**Problem.** An Sb donor in Ge is repeated on a simple cubic lattice of edge $L$, each screened ion neutralised by a uniform background (jellium). One conduction electron with an isotropic mass moves in this potential, whose cell average is zero. Energies are counted from the conduction-valley minimum, and $k=0$ refers to the envelope function. Data: static $\varepsilon=16.2$ and gap 0.66 eV (compiled values at 300 K; Ioffe Institute and Wing 2021); typical lattice constant $a=5.66$ Å; assumed mass $m^*=0.19\,m_e$, chosen to reproduce the typical Sb binding energy of about 10 meV. Find the lowest level for $L=4a$ and $L=120a$, and decide whether a Madelung correction applies to the ionised cell alone.

**Lecturer:** Units first. $a^*=0.5292\ \text{Å}\times\varepsilon\, m_e/m^*=45.12$ Å and $\mathrm{Ha}^*=27.21\ \text{eV}\times(m^*/m_e)/\varepsilon^2=19.70$ meV. Their product is $14.40\ \text{eV Å}/\varepsilon=0.8889$ eV Å. The isolated donor lies at $-\tfrac12\mathrm{Ha}^*=-9.85$ meV, which tests nothing, since the mass was fitted. With $\ell=L/a^*$, the cells are 22.64 Å (512 atoms, $\ell=0.502$) and 679.2 Å ($1.38\times10^7$ atoms, $\ell=15.05$). In effective units, with $\mathbf G=2\pi\mathbf n/\ell$,
$$H=-\tfrac12\nabla^2+\sum_{\mathbf n\ne0}V_{\mathbf n}e^{i\mathbf G\cdot\mathbf r},\qquad V_{\mathbf n}=-\frac{4\pi}{\ell^3G^2}=-\frac{1}{\pi\ell n^2}.$$

**Student:** In a small cell the ions crowd together and the potential grows as $1/\ell$. The level should plunge.

**Lecturer:** The kinetic spacing $2\pi^2n^2/\ell^2$ grows faster. Start from the uniform state. First order vanishes because $V_{\mathbf 0}=0$. Second order gives
$$\epsilon=-\sum_{\mathbf n\neq0}\frac{1}{\pi^2\ell^2n^4}\,\frac{\ell^2}{2\pi^2n^2}=-\frac{S_6}{2\pi^4},\qquad S_6=\sum_{\mathbf n\ne0}n^{-6}=8.402 .$$
The cell size drops out: $\epsilon\to-0.0431\,\mathrm{Ha}^*=-0.85$ meV. Third order is negative and linear in $\ell$; at $\ell=0.502$ the higher orders deepen the level by less than a tenth.

**Student:** And in the large cell it is just hydrogen.

**Lecturer:** Hydrogen in a shifted and slightly bent potential. Near one ion,
$$V(\mathbf r)=-\frac1r+\frac{\alpha}{\ell}-\frac{2\pi r^2}{3\ell^3}+\dots,\qquad \alpha=2.837,$$
where $\alpha$ is the simple cubic Madelung constant from the Ewald sum. The $r^2$ term follows from Poisson's equation: away from the ion $\nabla^2V=-4\pi/\ell^3$. The omitted terms are cubic harmonics, starting at angular momentum 4, and average to zero in the 1s state. With $\langle r^2\rangle=3$,
$$\epsilon=-\frac12+\frac{\alpha}{\ell}-\frac{2\pi}{\ell^3}+\dots$$
For $L=679.2$ Å the three terms are $-9.85$, $+3.71$ and $-0.036$ meV, so $\epsilon=-6.17$ meV, or $-0.313\,\mathrm{Ha}^*$.

**Student:** Why is the constant positive? More ions ought to attract more.

**Lecturer:** The jellium cancels them on average. The ion's own $-1/r$ well pulls the cell average down, so fixing the average at zero lifts the potential near the ion by $\alpha/\ell$.

**Student:** How do I know the dots are small?

**Lecturer:** For a perturbation $\lambda r^2$ write $\psi=e^{-S}$ and $S'=1+\lambda y$. First order gives $-y+y'/2+y/r+r^2=3$, solved by $y=r^2+2r$. The second-order energy is $-\tfrac12\lambda^2\langle y^2\rangle=-\tfrac{129}{4}\lambda^2$. With $\lambda=-2\pi/3\ell^3$ this is $-43\pi^2/(3\ell^6)\approx-141/\ell^6$, here $-1.2\times10^{-5}\,\mathrm{Ha}^*$. Hopping between neighbouring donors scales roughly as $\ell e^{-\ell}\approx4\times10^{-6}$ times a modest prefactor. Neither touches the printed digits. The slow term is $\alpha/\ell$: it equals $0.8889\ \text{eV Å}\times\alpha/L$ and stays above 1 meV until $L\approx2.5\times10^3$ Å.

**Student:** Could I extrapolate small cells in $1/L$?

**Lecturer:** No. The uniform trial state has energy zero, so $\epsilon\le0$ for every $\ell$, and the level cannot follow $\alpha/\ell$ upward. The large-cell formula falls through the small-cell value at $\ell\approx5.8$. Neither expansion is reliable there, but it marks the crossover. A series of cells with $\ell<1$ would look flat and converged near $-0.9$ meV, an order of magnitude too shallow.

**Student:** Here is my real objection. A neutral cell has no monopole. Everyone corrects the charged cell and leaves the neutral one alone.

**Lecturer:** Do the bookkeeping. The model level is what an electron finds in the potential of the ionised cell. A total energy of the neutral cell has one more piece. With every $G=0$ term dropped, and counting from the isolated ion plus an electron at the valley minimum, the ionised cell has
$$E(D^+)=-\frac{\alpha}{2\ell},$$
half the image potential times the charge. The neutral cell has that ion term, the one-electron energy $\epsilon$, and the Hartree energy of the electron density in the periodic kernel $1/r-\alpha/\ell+2\pi r^2/3\ell^3+\dots$ I assume that exchange and correlation add no long-range term.

Take the localised electron first, with its on-site self-repulsion ideally cancelled. The rest of its Hartree energy is the interaction with its images,
$$-\frac{\alpha}{2\ell}+\frac12\,\frac{2\pi}{3\ell^3}\langle|\mathbf r-\mathbf r'|^2\rangle=-\frac{\alpha}{2\ell}+\frac{2\pi}{\ell^3},$$
since $\langle|\mathbf r-\mathbf r'|^2\rangle=2\langle r^2\rangle=6$. Adding the three pieces,
$$E(D^0)=-\frac{\alpha}{2\ell}+\Big(-\frac12+\frac{\alpha}{\ell}-\frac{2\pi}{\ell^3}\Big)+\Big(-\frac{\alpha}{2\ell}+\frac{2\pi}{\ell^3}\Big)=-\frac12 .$$

**Student:** So I am right.

**Lecturer:** For $L\gg a^*$, yes. The raw transition level is $E(D^0)-E(D^+)=-\tfrac12+\alpha/2\ell=-9.85+1.86=-7.99$ meV, and adding $\alpha/2\ell$ to the ionised cell restores $-9.85$ meV. Note the factor of two: the one-electron level is off by $\alpha/\ell$, the total-energy difference by $\alpha/2\ell$.

Now the small cell. A uniform density has no $G\neq0$ components, so its Hartree energy vanishes. The modulation induced by the ion has relative amplitude of order $\ell$ and costs a Hartree energy of order $\ell$, like the third-order term. Hence
$$E(D^0)=-\frac{\alpha}{2\ell}-\frac{S_6}{2\pi^4}+O(\ell).$$

**Student:** The electron has become the jellium.

**Lecturer:** Electrostatically, yes. The neutral cell carries the same Madelung error as the ionised one, $-\alpha\times0.8889\ \text{eV Å}/(2\times22.64\ \text{Å})=-55.7$ meV, and it cancels in the difference, leaving $-0.85$ meV. Correct the ionised cell alone and you report $-57$ meV, 5.7 times the isolated value. Correct both, or neither, and you get $-0.85$ meV, which is still not the donor level, because the bound state does not fit in the cell.

**Student:** Does the argument survive exact exchange?

**Lecturer:** State the convention. If the electron has no interaction with itself or its images, $E(D^0)-E(D^+)=\epsilon$ at every $\ell$, and the large-cell error is the full $\alpha/\ell$. If a treatment of the exchange divergence gives the electron a constant screened term $-\alpha/2\ell$, that term appears in the small cell too and does not cancel. The cancellation I showed holds where the uniform electron has no such self-term.

**Student:** Would a 512-atom Ge cell really give $-0.85$ meV?

**Lecturer:** That number is the model's, and three neglected effects rival it. First, anisotropy. The valleys lie along $\langle111\rangle$ with typical masses $m_l=1.59\,m_e$ and $m_t=0.082\,m_e$. The six shortest $\mathbf G$, which carry 71 per cent of $S_6$, see the mass $3/(1/m_l+2/m_t)=0.12\,m_e$. Every cubic shell has that value as its harmonic mean, and the sum weights the arithmetic mean, which is no smaller. So the single-valley magnitude is at least $0.85\times0.12/0.19=0.54$ meV, and a mass fitted to the bound state is not the right one here.

Second, the intermediate states lie $2\pi^2/\ell^2=78\,\mathrm{Ha}^*=1.5$ eV up, beyond the 0.66 eV gap, where a parabolic single band is no longer trustworthy. The limit needs $a\ll L\ll a^*$, and $a^*/a$ is only 8.0.

Third, short-range terms enter at first order, in proportion to the envelope density at the nucleus. That density is $1/\pi a^{*3}$ for the isolated donor and about $1/L^3$ here, larger by $\pi/\ell^3=25$. In this cell all four L valleys fold to the zone centre, so a typical Sb valley-orbit splitting of 0.32 meV scales to roughly 8 meV.

**Student:** That swamps $-0.85$ meV.

**Lecturer:** It does, but it falls as $L^{-3}$ and is well below 55.7 meV. What carries over to Ge is the structure: for $L\ll a^*$ the neutral-ionised difference has no $1/L$ term, and for $L\gg a^*$ it has $\alpha/2\ell$. In the large cell the constant shifts, 3.71 meV in the level and 1.86 meV in the total-energy difference, depend only on $\varepsilon$ and $L$, so they hold whatever the mass tensor, provided the donor state is localised within the cell.